\section*{The $\langle111\rangle$ crowdion as a kink of the Frenkel--Kontorova chain}

\subsection*{Premises}

I single out one close-packed $\langle111\rangle$ row of a bcc metal, with spacing $a=\sqrt3\,a_c/2$ for cubic lattice constant $a_c$, and put one atom too many into it. Atom $n$ has mass $m$ and sits at $x_n=na+u_n$. I assume: (i) atoms move only along the row; (ii) neighbours in the row are joined by harmonic springs of stiffness $\alpha$ and natural length $a$; (iii) the rest of the crystal is rigid and acts as a potential of period $a$, of which I keep the first harmonic; (iv) the motion is classical. Then
\begin{equation}
H=\sum_n\Big[\tfrac12 m\dot u_n^2+\tfrac12\alpha(u_{n+1}-u_n)^2+V(u_n)\Big],\qquad
V(u)=\frac{V_0}{2}\Big(1-\cos\frac{2\pi u}{a}\Big)=V_0\sin^2\frac{\pi u}{a}.
\label{H}
\end{equation}
$V_0$ is the full barrier per atom for sliding the whole row rigidly by $a$, and the perfect row has zero energy. The curvature of a well is $\kappa=V''(0)=2\pi^2V_0/a^2$. The equations of motion are
\begin{equation}
m\ddot u_n=\alpha(u_{n+1}-2u_n+u_{n-1})-\frac{\pi V_0}{a}\sin\frac{2\pi u_n}{a}.
\label{eom}
\end{equation}

The extra atom enters through the boundary condition. Far from the defect every atom lies in a well, so $u_n$ is a multiple of $a$. I take $u_n\to a$ for $n\to-\infty$ and $u_n\to0$ for $n\to+\infty$. An atom $-N$ far to the left is at $(-N+1)a$ and atom $N$ is at $Na$, so $2N+1$ atoms occupy $2N$ wells. A decreasing $u_n$ is therefore the interstitial; the increasing solution (antikink) is a spread-out vacancy.

\subsection*{Continuum limit}

If $u_n$ changes slowly with $n$, I treat the label $n$ as continuous (a prime is $\partial/\partial n$). Taylor expansion gives $u_{n+1}-2u_n+u_{n-1}=u''+u''''/12+\dots$, and I keep $u''$ for now. With $\phi=2\pi u/a$, multiplying \eqref{eom} by $2\pi/(a\kappa)$ gives
\begin{equation}
\frac{1}{\omega_0^2}\ddot\phi-\xi^2\phi''+\sin\phi=0,\qquad
\omega_0^2=\frac{\kappa}{m},\qquad
\xi^2=\frac{\alpha}{\kappa}=\frac{\alpha a^2}{2\pi^2V_0}.
\label{sg}
\end{equation}
This is the sine-Gordon equation. The width $\xi$ is a pure number, counted in atoms; the length is $a\xi$. The limiting velocity along the row is $c=a\xi\omega_0=a\sqrt{\alpha/m}$, the sound velocity of the chain without substrate.

\subsection*{Static profile}

The static equation is $\alpha u''=dV/du$. Multiplying by $u'$ turns both sides into total derivatives, so $\tfrac12\alpha u'^2-V$ is constant. At either end $u'=0$ and $V=0$, which sets the constant to zero:
\begin{equation}
\tfrac12\alpha u'^2=V(u).
\label{first}
\end{equation}
For $0<u<a$ the sine in $\sqrt V$ is positive, and the decreasing branch is
\begin{equation}
u'=-\sqrt{\frac{2V_0}{\alpha}}\,\sin\frac{\pi u}{a}=-\frac{a}{\pi\xi}\sin\frac{\pi u}{a},
\end{equation}
where $\sqrt{2V_0/\alpha}=a/(\pi\xi)$ follows from \eqref{sg}. With $\theta=\pi u/a$ this is $d\theta/\sin\theta=-dn/\xi$. Since $\int d\theta/\sin\theta=\ln\tan(\theta/2)$, and calling $n_0$ the point where $u=a/2$,
\begin{equation}
u_n=\frac{2a}{\pi}\arctan\exp\Big(-\frac{n-n_0}{\xi}\Big).
\label{kink}
\end{equation}
I write $z=(n-n_0)/\xi$. From $\sin\theta=2\tan(\theta/2)/[1+\tan^2(\theta/2)]$ with $\tan(\theta/2)=e^{-z}$ I get $\sin\theta=\operatorname{sech}z$, hence
\begin{equation}
u'=-\frac{a}{\pi\xi}\operatorname{sech}z,\qquad V(u_n)=V_0\operatorname{sech}^2z .
\label{sech}
\end{equation}
The largest strain is $-1/(\pi\xi)$, the tails fall as $e^{-|z|}$, and $u$ passes from $0.9a$ to $0.1a$ over $2\xi\ln\cot(\pi/20)=3.69\,\xi$ atoms. The centre lies at $X=an_0+a/2$. For integer $n_0$ one atom sits on a maximum of $V$, midway between two sites (the crowdion proper); for half-integer $n_0$ two atoms straddle one site (the $\langle111\rangle$ dumbbell). The continuum limit does not distinguish their energies.

\subsection*{Energy}

The static energy can be written as a square plus a total derivative,
\begin{equation}
E=\int dn\,\frac{\alpha}{2}\Big(u'+\sqrt{2V/\alpha}\Big)^2-\int dn\,u'\sqrt{2\alpha V}.
\end{equation}
The second term depends only on the end values of $u$, and equals $\int_0^a\sqrt{2\alpha V}\,du$. The first is non-negative and vanishes exactly on the decreasing branch of \eqref{first}. So \eqref{kink} is the absolute minimum for these boundary conditions, with
\begin{equation}
E_K=\sqrt{2\alpha V_0}\int_0^a\sin\frac{\pi u}{a}\,du=\frac{2a}{\pi}\sqrt{2\alpha V_0}=4V_0\xi=\frac{2\alpha a^2}{\pi^2\xi}.
\label{EK}
\end{equation}
By \eqref{first}, springs and substrate carry half each; the substrate half is $V_0\xi\int\operatorname{sech}^2z\,dz=2V_0\xi$.

$E_K$ is not yet a formation energy. If the natural spring length is $b\neq a$, each bond has energy $\tfrac12\alpha(a-b+\Delta_n)^2$ with $\Delta_n=u_{n+1}-u_n$. The cross term is $\alpha(a-b)\sum_n\Delta_n=-\alpha a(a-b)$, and the one additional bond adds $\tfrac12\alpha(a-b)^2$. Neither depends on the shape, so the profile is untouched while the energy shifts. The binding of the added atom relative to its chemical potential is a further constant of this kind. The model does not fix these constants, and $E_K$ is the distortion part of the formation energy.

\subsection*{Stability and the translation mode}

I set $u=u_K+\eta(z)e^{-i\omega t}$ and linearise \eqref{sg}. With $\cos\phi=1-2\sin^2\theta=1-2\operatorname{sech}^2z$,
\begin{equation}
\Big[-\frac{d^2}{dz^2}+1-2\operatorname{sech}^2z\Big]\eta=\frac{\omega^2}{\omega_0^2}\,\eta .
\end{equation}
Let $A=d/dz+\tanh z$, so $A^\dagger=-d/dz+\tanh z$. Using $\tanh'=\operatorname{sech}^2$ and $\tanh^2=1-\operatorname{sech}^2$, I find that $A^\dagger A$ is the bracket above and that $AA^\dagger=-d^2/dz^2+1$. Three things follow. The operator is non-negative. Its null vector solves $A\eta=0$, which gives $\eta\propto\operatorname{sech}z\propto u'$, the rigid shift of $n_0$. Its non-zero spectrum is that of $AA^\dagger$, with states $A^\dagger e^{ikz}=(\tanh z-ik)e^{ikz}$ and $\omega^2=\omega_0^2(1+k^2)$. There is no internal bound mode, and the gap $\omega_0$ separates the translation from everything else. Motion slow compared with $\omega_0$ is thus described by the single coordinate $X$.

\subsection*{Effective mass}

I let $n_0$ depend on time. Then $\dot u_n=-u'\dot n_0=-u'\dot X/a$, and the kinetic energy is $\tfrac12M\dot X^2$ with
\begin{equation}
M=\frac{m}{a^2}\int u'^2\,dn=\frac{m}{a^2}\,\frac{a^2}{\pi^2\xi^2}\,\xi\int\operatorname{sech}^2z\,dz=\frac{2m}{\pi^2\xi}.
\label{M}
\end{equation}
The mass refers to the coordinate $X$ in metres. Comparing with \eqref{EK}, $E_K=Mc^2$. This holds for any periodic $V$, because \eqref{first} gives $E_K=\alpha\int u'^2dn$.

The exact travelling solution confirms \eqref{M}. For $u(n-vt/a)$ one has $\ddot u=(v/a)^2u''$, so the equation is the static one with $\alpha\to\alpha(1-v^2/c^2)$, and $\xi\to\xi_v=\xi\sqrt{1-v^2/c^2}$. The first integral is now $V=\tfrac12\alpha(1-v^2/c^2)u'^2$, while kinetic and spring energy add to $\tfrac12\alpha(1+v^2/c^2)u'^2$. The sum is $\alpha u'^2$, so
\begin{equation}
E(v)=\frac{2\alpha a^2}{\pi^2\xi_v}=\frac{E_K}{\sqrt{1-v^2/c^2}}=E_K+\tfrac12Mv^2+\dots
\end{equation}
The inertia is small because a shift of the centre by $a$ is shared among many atoms and the kinetic energy is quadratic in each share. The matter carried is still one whole atom: $\sum_n\dot u_n=-(\dot X/a)\int u'\,dn=\dot X$.

\subsection*{What the continuum limit drops}

\emph{Smooth corrections.} About the bond midpoint $\Delta=u'+u'''/24+\dots$, so $\Delta^2=u'^2+u'u'''/12$, and integration by parts gives the extra energy $-(\alpha/24)\int u''^2dn$. Since \eqref{kink} is stationary, the first-order change needs only the unperturbed profile. With $u''=(a/\pi\xi^2)\operatorname{sech}z\tanh z$ and $\int\operatorname{sech}^2z\tanh^2z\,dz=2/3$,
\begin{equation}
\delta E=-\frac{\alpha a^2}{36\pi^2\xi^3}=-\frac{E_K}{72\,\xi^2}.
\label{dE}
\end{equation}
For the mass I treat the coefficient of $u''^2$ as an independent constant. Stationarity then gives $\tfrac12\int u'^2dn=\partial E/\partial\alpha$ for the corrected profile. As $E_K\propto\alpha^{1/2}$ and $\int u''^2dn\propto\xi^{-3}\propto\alpha^{-3/2}$, the derivative is $(E_K/2\alpha)[1+3/(72\xi^2)]$, so $M$ grows by the factor $1+1/(24\xi^2)$.

\emph{Peierls barrier.} The dependence on $n_0$ is invisible at every order in $1/\xi^2$. I estimate it by inserting the frozen profile \eqref{kink} in the lattice sum and using the Poisson formula, $\sum_nf(n-n_0)=\sum_kF_ke^{2\pi ikn_0}$ with $F_k=\int f(x)e^{2\pi ikx}dx$. I evaluate $F_1$ by moving the contour up to $\operatorname{Im}x=\pi\xi$, where the remainder is of order $e^{-2\pi^2\xi}$. The only singularities passed are at height $\pi\xi/2$. With $s=x-i\pi\xi/2$, $\cosh(x/\xi)=i\sinh(s/\xi)$.

For the substrate, $V_0\operatorname{sech}^2(x/\xi)=-V_0\xi^2/s^2+O(1)$. The residue of $e^{2\pi is}/s^2$ is $2\pi i$, so $F_1=-V_0\xi^2(2\pi i)^2e^{-\pi^2\xi}=4\pi^2V_0\xi^2e^{-\pi^2\xi}$.

For the springs, integrating \eqref{sech} gives $u=(ia/\pi)\ln\tanh(s/2\xi)+\text{const}$, and $\alpha a^2/2\pi^2=V_0\xi^2$, so $\tfrac12\alpha\Delta^2=-V_0\xi^2\Lambda^2$ with $\Lambda=\ln[\tanh((s+1)/2\xi)/\tanh(s/2\xi)]$. This has a cut on $-1<s<0$. At $s=-t$, $\Lambda=L\mp i\pi$ above and below, with $L(t)=\ln[\tanh((1-t)/2\xi)/\tanh(t/2\xi)]$. The anticlockwise loop gives $4\pi i\int_0^1L\,e^{-2\pi it}dt$. $L$ is odd about $t=1/2$, so only the sine survives and $F_1=-JV_0\xi^2e^{-\pi^2\xi}$, where
\begin{equation}
J(\xi)=4\pi\int_0^1L(t)\sin2\pi t\,dt\;\xrightarrow{\ \xi\to\infty\ }\;4\int_0^{2\pi}\frac{1-\cos y}{y}\,dy=9.75 .
\end{equation}
The limit uses $L\to\ln[(1-t)/t]$ and one integration by parts. Adding $k=\pm1$,
\begin{equation}
E(n_0)=\bar E+\tfrac12E_P\cos2\pi n_0,\qquad E_P\approx4\,(4\pi^2-J)\,V_0\xi^2e^{-\pi^2\xi}.
\label{EP}
\end{equation}
Since $4\pi^2=39.5$ exceeds $J$, this estimate puts the minimum at the dumbbell and the saddle at the on-top position. The exponent is set by the distance of the singularity from the real axis. The prefactor is not controlled: each order of $1/\xi^2$ in the relaxed profile brings two more powers of $\xi/s$, and at wave number $2\pi$ the relevant $s$ is of order one, so all orders contribute comparably. I read \eqref{EP} as an order of magnitude.

\emph{Anharmonic springs.} Let the stiffness vary as $\alpha(1-p\Delta/a)$, which adds $-\alpha p\Delta^3/(6a)$ per bond. With $\int\operatorname{sech}^3z\,dz=\pi/2$,
\begin{equation}
\delta E_3=\frac{\alpha p}{6a}\Big(\frac{a}{\pi\xi}\Big)^3\frac{\pi\xi}{2}=\frac{\alpha a^2p}{12\pi^2\xi^2}=\frac{p}{24\,\xi}E_K .
\label{d3}
\end{equation}
It raises the crowdion and lowers the antikink, breaking their degeneracy in \eqref{H}. It falls only as $1/\xi$. To see its effect on the shape I keep the form \eqref{kink} with a trial width $w$:
\begin{equation}
\frac{E(w)}{2V_0}=\frac{\xi^2}{w}+w+\frac{p\,\xi^2}{12w^2},\qquad
\frac{dE}{dw}=0\;\Rightarrow\; w^3-\xi^2w-\frac{p\,\xi^2}{6}=0 .
\label{w}
\end{equation}

\subsection*{Range of validity}

Equations \eqref{kink}, \eqref{EK} and \eqref{M} are exact for the continuum form of \eqref{H}. For the discrete chain they need $24\xi^2\gg1$, a mild condition, met near $\xi=1$. For a real row the harder condition is $p/(24\xi)\ll1$. The substrate must be close to one harmonic; otherwise only \eqref{first}, $E_K=\int_0^a\sqrt{2\alpha V}\,du$ and $M=E_K/c^2$ survive. The neighbouring rows must be nearly rigid. Letting them relax can only lower the static energy, and it adds their inertia and a long-range elastic field, which decays as a power of distance and not exponentially. The single coordinate $X$ requires $v\ll c$, $k_BT\ll E_K$, and other defects in the row many $\xi$ away. Rotation of the defect to another $\langle111\rangle$ axis lies outside a one-dimensional model. Classical motion of $X$ needs $k_BT$ well above $\hbar^2\pi^2/(2Ma^2)$, the kinetic energy at the zone boundary of the period $a$.

\subsection*{Illustration: sodium}

I take approximate inputs for bcc Na near 100 K, above the partial martensitic transformation, which sets in at roughly 35 K: $a_c=0.424$ nm, $m=22.99$ u $=3.82\times10^{-26}$ kg, and typical harmonic force constants, longitudinal and transverse, of $3.8$ and $-0.14$ N/m for first neighbours and $0.47$ and $0.10$ N/m for second neighbours. Farther shells are ignored. Then $a=0.367$ nm, and the two first neighbours in the row give $\alpha=3.8$ N/m. For $\kappa$ I shift the whole row rigidly and add the restoring constants $k_L\cos^2\chi+k_T\sin^2\chi$ of the neighbours outside it, $\chi$ being the angle between bond and row. Six first neighbours have $\cos^2\chi=1/9$ and six second neighbours have $\cos^2\chi=1/3$:
\begin{equation}
\kappa=6\,\frac{3.8-8(0.14)}{9}+6\,\frac{0.47+2(0.10)}{3}=1.79+1.34\approx3.1\ \text{N/m}.
\end{equation}
I carry $\kappa=3.1$ N/m. Taking $V_0$ from this curvature assumes the pure sinusoid. The model's values are
\begin{align}
\xi&=\sqrt{3.8/3.1}=1.11, & V_0&=2.12\times10^{-20}\ \text{J}=0.132\ \text{eV},\nonumber\\
E_K&=9.4\times10^{-20}\ \text{J}=0.59\ \text{eV}, & M&=0.18\,m=7.0\times10^{-27}\ \text{kg},\nonumber\\
c&=3.7\times10^3\ \text{m/s}, & \omega_0&=9.0\times10^{12}\ \text{s}^{-1}\quad(\hbar\omega_0=5.9\ \text{meV}).
\end{align}
The 90--10 per cent width is 4.1 atoms. The shortest bond is the central one of the dumbbell, shortened by the fraction $(2/\pi)[\arctan e^{1/2\xi}-\arctan e^{-1/2\xi}]=0.28$, to 0.265 nm.

Now the neglected terms. Discreteness lowers $E_K$ by 1.1 per cent and raises $M$ by 3.4 per cent. A spring misfit $|a-b|=0.01a$ would shift the energy by $0.01\,\alpha a^2=0.032$ eV. For the barrier, $e^{-\pi^2\xi}=1.8\times10^{-5}$ and $J=9.5$, so \eqref{EP} gives 0.35 meV; the substrate term alone would give 0.46 meV. At 100 K, $k_BT=8.6$ meV, far above either figure, so the model's defect glides without activation. Its thermal velocity is $\sqrt{k_BT/M}=4.4\times10^2$ m/s, and $v^2/c^2=k_BT/E_K=0.015$. The quantum scale $\hbar^2\pi^2/(2Ma^2)$ is 0.36 meV, equivalent to 4 K, so classical glide holds at 100 K. That scale is as large as the barrier itself, so a classical hopping picture over $E_P$ would have no temperature window.

Anharmonicity is the large term. If mode frequencies scale as $\Omega^{-\gamma_G}$ with atomic volume $\Omega\propto r^3$, stiffnesses scale as $r^{-6\gamma_G}$, and a typical Gr\"uneisen parameter near 1.2 suggests $p\approx7$, which I assume. Then \eqref{d3} is $+26$ per cent of $E_K$ at fixed shape. Equation \eqref{w} gives $w=1.48$, an energy 19 per cent above $E_K$, or 0.70 eV, a shortest bond reduced by the fraction 0.21, and a factor $e^{-\pi^2w}$ about 40 times smaller than $e^{-\pi^2\xi}$. These are rough figures, since $p|\Delta|/a$ is about 2 at the centre of the harmonic kink and the cubic truncation is itself strained. Relaxation of the neighbouring rows pushes the energy the other way, by an amount the one-row model cannot supply.

As typical knowledge and not as a measurement, the shortest bond in a $\langle111\rangle$ interstitial of a bcc metal is about a fifth below the bulk spacing. The harmonic model's 0.28 overshoots that by roughly 40 per cent, so its core is too narrow and its single-row mass, which scales as the inverse width, too large by a similar factor. The model's result for these inputs is a kink about four atoms wide with distortion energy near 0.6 eV, uncertain by at least the twenty per cent shown above, a mass below a fifth of an atomic mass, and a glide barrier of the order of a millielectronvolt or less.